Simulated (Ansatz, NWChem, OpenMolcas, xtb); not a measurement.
Strength of the P–Ga bond: PH3(GaH3) → GaH3 + PH3

Species: PH3(GaH3), singlet; GaH3 `[GaH3]`, singlet; PH3 (phosphine) `P`, singlet. 

Shapes, held fixed at every level: PBE0-D4/def2-TZVP. Programs: Ansatz 0.2.0, NWChem 7.3.0, OpenMolcas 26.06, xtb 6.7.1. A level may come from different programs for different species; with the same settings they agree closely. The zero-point and thermal change to 298 K, harmonic and unscaled (PBE0-D4/def2-TZVP), is -7.6 kJ/mol.

Estimate ΔH(298 K) of this reaction.

The highest level, CCSD(T)/def2-TZVPP, gives ΔH(298 K) = +49.9 kJ/mol; the levels span +40.3 to +88.3. Both fragments are taken as closed shells, so no electrons are unpaired. The column of differences is taken from that level and isn't an error. No measured value is set beside it here. Relativity is left out for Ga. Outer-core shells of Ga are correlated in most correlated rows, in sets that cover them unevenly.

```tsv
level	kind	ΔH(298 K) (kJ/mol)	less CCSD(T)/def2-TZVPP
GFN0-xTB	semi-empirical	+88.3	+38.4
PBE-D4/def2-TZVPP	GGA	+59.3	+9.4
r2SCAN-D4/def2-TZVPP	meta-GGA	+60.6	+10.7
B3LYP/6-31G* (spherical functions)	global hybrid	+40.3	-9.6
BHLYP-D4/def2-TZVPP	global hybrid	+52.4	+2.5
PBE0-D4/def2-TZVPP	global hybrid	+59.4	+9.5
wB97X-V/def2-TZVPP	range-separated hybrid	+51.4	+1.5
B2PLYP/def2-TZVPP	double hybrid	+43.9	-6.0
CCSD(T)/def2-TZVPP	coupled cluster or CI	+49.9	0.0
```

Splitting the adduct costs a modest +49.9 kJ/mol at the coupled-cluster level, as expected of a dative bond in which the phosphorus lone pair donates into the empty, largely 4p orbital of gallium. Phosphine is a weak σ-donor because its lone pair has high s character and lies low in energy. Part of the gain from donation is also spent on bending planar GaH3 towards a pyramid.

All levels agree that the bond is enthalpically favourable, but not on its strength. GFN0-xTB overbinds strongly, whereas PBE, r2SCAN and PBE0 cluster about 10 kJ/mol above the reference. The near-identity of PBE and PBE0 suggests that exact exchange alone doesn't govern the spread. B3LYP and B2PLYP fall below the reference, possibly because they lack a dispersion term, though their functional forms differ too.

Since dissociation releases two molecules and is favoured by entropy, this positive enthalpy doesn't show that the adduct would survive in the gas phase at room temperature.
